Before an elastic constant is taken from a strain scan, someone has to decide whether an energy curve that bends upwards is enough to call the crystal mechanically stable. For this platinum cell it is not. Two sizes are worth remembering: the crystal resists a change of volume with a modulus of a little over 200 GPa, while its modulus against one particular change of shape is about −45 GPa. A pull along a single axis mixes the two, and the large positive one hides the negative one.

Bcc Pt (cubic a = 3.168 Å, not relaxed at this level) strained along one cube axis with the other two held fixed, computed with Ansatz 0.2.0 (plane-wave PAW, r2SCAN, scalar-relativistic, no spin polarisation, 500 eV cutoff, 22×22×22 k mesh, 0.15 eV Gaussian smearing). Energies are free energies relative to the unstrained cell; pressure is positive in compression.

```
strain  energy change (meV/atom)  tensile stress along pattern (GPa)  pressure (GPa)
 -0.02                      -9.5                                3.10           -1.75
 -0.01                      -5.6                                4.81           -4.19
     0                       0.0                                6.49           -6.49
 0.005                       3.4                                7.30           -7.59
 0.015                      11.5                                8.88           -9.69
```

Only the unstrained row is truly bcc; the strain makes the other four cells tetragonal. The energy falls when the cell is compressed and rises when it is stretched, with no minimum inside the scan. The reason is the starting cell, which is too large at this level of theory. At zero strain it is already under a tension of 6.49 GPa, equal in all directions, so a small shortening releases energy, at first about 6 meV an atom for each per cent of strain. The negative energies are therefore a sign of an oversized cell, and no evidence of an unstable one.

The instability shows when the two stress columns are compared. The pressure with its sign reversed is the mean tension over the three axes. At a strain of 0.015 this mean is 9.69 GPa, but the tension along the stretched axis is only 8.88 GPa, so the two axes that were left alone must carry more than the one that was pulled. In a stable cubic crystal the stretched axis carries the most. Under compression the order is also the reverse of normal, since the shortened axis keeps the higher tension.

Such an imbalance means that the crystal lowers its energy by changing its shape further the same way. If the stretched axis lengthens a little more and the other two shrink to keep the volume, the strong transverse tension gives out more work than the weaker axial tension takes up. The same argument, with the directions exchanged, holds for the shortened cell. The cubic shape is thus an energy maximum along this distortion at fixed volume, although the energy along the scanned strain curves upwards.

To put a number on this, the strain $\varepsilon$ is split into a change of volume and a change of shape at constant volume. The volume part is resisted by the bulk modulus $K$, the shape part by the tetragonal shear modulus $C'$. For a cubic crystal the stiffness along the pulled axis is then

$$A = K + \tfrac{4}{3}C'.$$

A small change of shape alters the pressure only in second order, so the slope of the mean tension at zero strain gives $K$ and the slope of the axial tension gives $A$. Quadratic curves fitted to all five rows of each stress yield $K = 223.4$ GPa and $A = 163.9$ GPa, hence $C' = \tfrac{3}{4}(163.9-223.4) \approx -45$ GPa. This value belongs to the stretched bcc cell and not to ordinary platinum; spin–orbit coupling, which is sizeable in this element, and spin polarisation are left out, and their effect on the value is untested.

The energies can now be built from the stresses. With $V_0$ the volume an atom and $\sigma_0$ the tension at zero strain,

$$E \approx V_0\left(\sigma_0\,\varepsilon + \tfrac{1}{2}A\,\varepsilon^2\right).$$

One GPa acting on 15.90 Å³ corresponds to 99.2 meV. At a strain of −0.02 the first term is $99.2 \times 6.49 \times (-0.02) = -12.9$ meV and the second $\tfrac{1}{2} \times 99.2 \times 164 \times 0.0004 = 3.3$ meV. Their sum, −9.6 meV, compares with −9.5 meV in the table. The stress of this row helped to fix $A$, but its energy did not. Since stress is the derivative of energy, the agreement shows that the calculation is consistent; it does not identify the cause of the negative $C'$.

That cause has to be argued from the structure. Each atom has eight nearest neighbours along the diagonals of the cube, and a strain along one axis changes all eight distances equally, by about a third of the strain. If the other two axes shrink to keep the volume, these distances stay unaltered to first order. The shortest bonds therefore guard the volume but hardly this change of shape, which is left to more distant neighbours and to the energy of the d electrons. In platinum these are expected to favour the close-packed fcc structure, the one the metal ordinarily has. It is reached from bcc by lengthening one axis relative to the other two, along what is called the Bain path. A lower energy at the end of that path would not by itself make bcc a maximum; that it is one here is shown by the stresses. The stretched rows cover only the first small part of that route, and the compressed rows lead the other way.

The curves are also slightly lopsided. From the most compressed step to the most stretched one, the slope of the mean tension drops from 244 to 210 GPa, as is usual when bonds weaken with distance. The slope of the axial tension, which is the one that enters the energy, drops less, from 171 to 158 GPa. In the energies this amounts to at most about 0.1 meV an atom, so the stresses are the better place to look for it.

The same comparison serves for any cubic crystal strained along one cube axis. If the mean tension rises faster than the axial tension, $C'$ is negative, however well-behaved the energy curve looks. The output below gives the fits and the separate parts of the energy.

The analysis program printed:

```
Stresses in GPa and slopes from the row before in GPa per unit strain:
    row  mean tension  transverse tension  axial less transverse  axial slope  mean slope
  -0.02          1.75               1.075                  2.025          n/a         n/a
  -0.01          4.19                3.88                   0.93          171         244
    0.0          6.49                6.49              8.882e-16          168         230
  0.005          7.59               7.735                 -0.435          162         220
  0.015          9.69               10.09                 -1.215          158         210
fit of ax on 5 rows: constant 6.485 +/- 0.0049, coefficient of strain 163.9 +/- 0.31, coefficient of strain**2 -274.1 +/- 26; rms 0.00478, worst -0.01 0.00832, leave-one-out rms 0.0208
fit of mt on 5 rows: constant 6.491 +/- 0.00094, coefficient of strain 223.4 +/- 0.059, coefficient of strain**2 -678.3 +/- 4.9; rms 0.000906, worst -0.01 -0.00156, leave-one-out rms 0.00432
Axial stiffness A at zero strain, GPa: 163.9
Bulk modulus K from the mean tension, GPa: 223.4
Slope of the transverse tension at zero strain, GPa: 253.2
Tetragonal shear modulus C', GPa: -44.63
Shear part of the axial stiffness, 4/3 C', GPa: -59.51
Energy parts in meV an atom:
    row  linear part  dilation curvature  shear curvature  volume only  all parts  all parts less computed
  -0.02       -12.88               4.434           -1.181       -8.445     -9.626                  -0.1262
  -0.01        -6.44               1.108          -0.2952       -5.331     -5.626                 -0.02636
    0.0            0                   0                0            0          0                        0
  0.005         3.22              0.2771         -0.07381        3.497      3.423                  0.02312
  0.015        9.659               2.494          -0.6643        12.15      11.49                 -0.01077
Largest miss of all parts, meV an atom: 0.1262
Largest miss of volume only, meV an atom: 1.055
Energy slope at zero strain, meV an atom per 0.01 strain: 6.44
Extrapolated strain of zero axial stress: -0.03724
Extrapolated strain of zero pressure: -0.02686
Bond length change over the whole scan, percent: 1.166
Change of strain over the whole scan, percent: 3.5
```
